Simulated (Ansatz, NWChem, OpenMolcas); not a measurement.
## NH2 (SMILES [NH2]): methods side by side

The species is NH2 (3 atoms), meant as a doublet with charge 0. As SMILES, `[NH2]`. Geometry: relaxed at PBE0-D4/def2-TZVP.

```xyz
3

N     0.3371   -0.2000    0.1662
H     0.1308    0.8059    0.1594
H    -0.4678   -0.6059   -0.3256
```

Quantity: the vertical energy of the quartet above the doublet, in eV. The values are calculated.

```tsv
level	kind	program	value (eV)	less CCSD(T)/def2-TZVPPD	CPU time (all runs)
UHF/def2-TZVPPD	Hartree–Fock	NWChem	6.41	-1.05	15 s
UBLYP/def2-TZVPPD	GGA	Ansatz	7.46	0.00	3.2 s
UM06-L/def2-TZVPPD	meta-GGA	OpenMolcas	7.69	+0.23	58 s
UTPSS/def2-TZVPPD	meta-GGA	OpenMolcas	7.35	-0.11	54 s
UB3LYP/def2-TZVPPD	global hybrid	Ansatz	7.48	+0.02	3.5 s
UHSE06/def2-TZVPPD	range-separated hybrid	Ansatz	7.34	-0.12	4 s
UPBE-QIDH/def2-TZVPPD	double hybrid	Ansatz	7.42	-0.04	4 s
RPA@PBE0/def2-TZVPPD	RPA	Ansatz	7.38	-0.08	4.7 s
ROCCSD(T)/def2-TZVPPD	coupled cluster or CI	OpenMolcas	7.46	0.00	22 s
```

ROCCSD(T)/def2-TZVPPD is the highest level here, not the true value. The values span 6.41 to 7.69 eV. Times are those of the runs behind each value, whatever else they computed, on shared processors of several kinds: orders of magnitude only.

Every method places the quartet far above the doublet, as expected for NH2. The ground state has a single unpaired electron in the nitrogen p orbital perpendicular to the molecular plane, beside an in-plane lone pair and two N–H bonds. Three parallel spins require one of these pairs to be broken and an electron promoted out of the valence shell's occupied and half-filled orbitals, into one of N–H antibonding and Rydberg character. The exchange gained repays only a small part of that cost.

Hartree–Fock gives the lowest gap, 6.41 eV against 7.46 eV for coupled cluster, probably because it omits the opposite-spin correlation that favours the doublet, with its additional electron pair. The other methods lie much closer to coupled cluster, with M06-L the furthest off, on the high side. Their agreement does not improve steadily from GGA to double hybrid, so this gap alone supports no ranking of the functionals. Nor does a vertical energy show whether the quartet is bound; it is probably repulsive towards NH and H.
